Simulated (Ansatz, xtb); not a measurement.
## Two isomers of ClGeH5Si2

Structure I: `[SiH3][Ge][SiH2]Cl`, a singlet. Structure II: `[SiH3][SiH2][Ge][Cl]`, a singlet. Both are isolated molecules in the gas phase, relaxed with PBE0-D3(BJ)/pcseg-1; the shapes shown needn't be the lowest conformers.

I (Å):

```xyz
9

Cl   -2.9163    1.7076   -3.6278
Ge   -0.5294    0.8404   -0.7955
Si   -1.5972   -0.0209    1.2377
Si   -2.7517    0.7300   -1.7895
H    -0.6838   -0.8850    2.0431
H    -2.9099   -0.7248    1.0843
H    -1.8447    1.2463    2.0033
H    -3.8413    1.2783   -0.9268
H    -3.0289   -0.7196   -2.0421
```

II (Å):

```xyz
9

Cl    2.0656   -0.7926    0.8138
Ge    1.4547   -2.9285    0.7464
Si   -1.9906   -1.1486    0.2350
Si   -0.3828   -2.4728   -0.8483
H    -1.3951    0.1706    0.5940
H    -2.4324   -1.8324    1.4891
H    -3.1884   -0.9340   -0.6312
H    -1.0180   -3.7465   -1.3176
H     0.1544   -1.7411   -2.0380
```

Quicker runs give these differences E(II) − E(I): GFN2-xTB −9.5 kcal/mol; HF/STO-3G −13.5 kcal/mol (at GFN2-xTB geometries); r2SCAN-D4/def2-SVP −8.8 kcal/mol (at GFN2-xTB geometries).

Question: Estimate E(II) − E(I) at the level CCSD(T)/def2-SVP + ΔMP2/def2-TZVPP.

Answer: Calculated at CCSD(T)/def2-SVP + ΔMP2/def2-TZVPP: E(II) − E(I) = −3.2 kcal/mol, so structure II lies lower.

Level by level:

```json
{"level": "GFN2-xTB", "geometry": "GFN2-xTB", "E(II) − E(I) (kcal/mol)": "−9.5", "departure from the last row (kcal/mol)": "−6.3", "job, with rough time for the two": "optimisation, 0.17 s"}
{"level": "HF/STO-3G", "geometry": "GFN2-xTB", "E(II) − E(I) (kcal/mol)": "−13.5", "departure from the last row (kcal/mol)": "−10.2", "job, with rough time for the two": "single point, 0.56 s"}
{"level": "r2SCAN-D4/def2-SVP", "geometry": "GFN2-xTB", "E(II) − E(I) (kcal/mol)": "−8.8", "departure from the last row (kcal/mol)": "−5.5", "job, with rough time for the two": "single point, 5.2 s"}
{"level": "PBE0-D3(BJ)/pcseg-1", "geometry": "PBE0-D3(BJ)/pcseg-1", "E(II) − E(I) (kcal/mol)": "−5.2", "departure from the last row (kcal/mol)": "−2.0", "job, with rough time for the two": "optimisation, 1.8 min"}
{"level": "HF/def2-SVP", "geometry": "PBE0-D3(BJ)/pcseg-1", "E(II) − E(I) (kcal/mol)": "−4.8", "departure from the last row (kcal/mol)": "−1.6", "job, with rough time for the two": "part of the CCSD(T) run"}
{"level": "MP2/def2-SVP", "geometry": "PBE0-D3(BJ)/pcseg-1", "E(II) − E(I) (kcal/mol)": "−4.9", "departure from the last row (kcal/mol)": "−1.7", "job, with rough time for the two": "part of the CCSD(T) run"}
{"level": "CCSD(T)/def2-SVP", "geometry": "PBE0-D3(BJ)/pcseg-1", "E(II) − E(I) (kcal/mol)": "−5.9", "departure from the last row (kcal/mol)": "−2.7", "job, with rough time for the two": "single point"}
{"level": "CCSD(T)/def2-SVP + ΔMP2/def2-TZVPP", "geometry": "PBE0-D3(BJ)/pcseg-1", "E(II) − E(I) (kcal/mol)": "−3.2", "departure from the last row (kcal/mol)": "", "job, with rough time for the two": "single point, 41 s"}
```

As drawn, II has 1 Si–Si, 1 Cl–Ge in place of 1 Ge–Si, 1 Cl–Si.

The levels shown agree on the order. The largest departure from CCSD(T)/def2-SVP + ΔMP2/def2-TZVPP is that of HF/STO-3G, 10.2 kcal/mol. The last row adds to CCSD(T) the change of the MP2 difference between the two basis sets, here +2.7 kcal/mol.

With harmonic frequencies from PBE0-D3(BJ)/pcseg-1 (ideal gas, rigid rotor, one conformer each, 298.15 K, 1 atm): on the last row, ΔE + ΔZPE = −3.2 kcal/mol. A mode under 50 cm⁻¹ makes harmonic enthalpies and free energies unreliable, so none is given.

The correlated steps freeze 24 core orbitals; the filled d shell of Ge is correlated, in a basis made for valence electrons. Programs: Ansatz 0.2.0, xtb 6.7.1; the last row on 2 threads of Arm Neoverse V2 on a shared host.

Both isomers are germylenes, so the modest preference for II reflects where chlorine sits rather than a change in the valence of germanium. Moving chlorine from silicon to germanium gives up a strong, polar Si–Cl bond for a weaker Ge–Cl bond. In return, a Si–Si bond replaces a Ge–Si bond, and the divalent centre gains a π-donor. The chlorine lone pair can donate into the empty germanium 4p orbital, while its electronegativity stabilises the s-rich lone pair on germanium. This stabilisation probably outweighs the loss in σ-bond strength, though the energies don't separate the contributions.

In the def2-SVP basis, Hartree–Fock already gives −4.8 kcal/mol against −5.9 kcal/mol with CCSD(T), so the preference doesn't depend on electron correlation. The basis-set shift of +2.7 kcal/mol is larger than that difference, which makes the order better supported than the exact gap. Silylene and doubly bonded isomers weren't compared, so II can't be called the most stable arrangement of these atoms.
